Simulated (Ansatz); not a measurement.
# SiC: energy less reference as mesh points along a varies

All results are calculated (Ansatz 0.2.0). One setting of a density functional single point varied, free energy counted from the run at the reference value, pressure positive in compression; periodic cell, basis, potentials, k mesh and filling as listed.

Structure of every row (space group F-43m, No. 216):
```
SiC
1.0
      0.0000     2.1790     2.1790
      2.1790     0.0000     2.1790
      2.1790     2.1790     0.0000
Si C
1 1
Direct
  0.00000 0.00000 0.00000
  0.25000 0.25000 0.25000
```

Settings of every row: functional PBE; dispersion none; accuracy medium; potentials PAW; wave cutoff 420 eV; density cutoff 1680 eV; k shift 0x0x0; occupations fixed; smearing width 0 eV; spin none; varied setting k mesh; reference k mesh 11x11x11; meshes run 3x3x3, 4x4x4, 5x5x5, 7x7x7, 9x9x9, 11x11x11.

```csv
row,mesh points along a,energy less reference (meV/atom)
1,3,251.54
2,4,?
3,5,17.59
4,7,1.74
5,9,0.19
6,11,0
```

Question: what energy less reference should row 2 give?

Worked fit of energy less reference. Measure energy less reference from the row with the finest mesh, 0.00 meV/atom, and take the logarithm of what remains: 3 → 5.53, 5 → 2.87, 7 → 0.55, 9 → -1.66. In a crystal with a gap such sums converge about exponentially, and a straight line through these is ln|rest| = 8.986 − 1.194 × n. At n = 4 the line gives ln|rest| = 4.210, a rest of 67.36 meV/atom, and so 0.00 + 67.36 = 67.36 meV/atom.

The calculation gave 62.9 meV/atom. The fit lies 4.46 meV/atom (7.1 % of the value, 1.8 % of the column's range) above it; its largest miss of a shown row is 29.25 meV/atom.
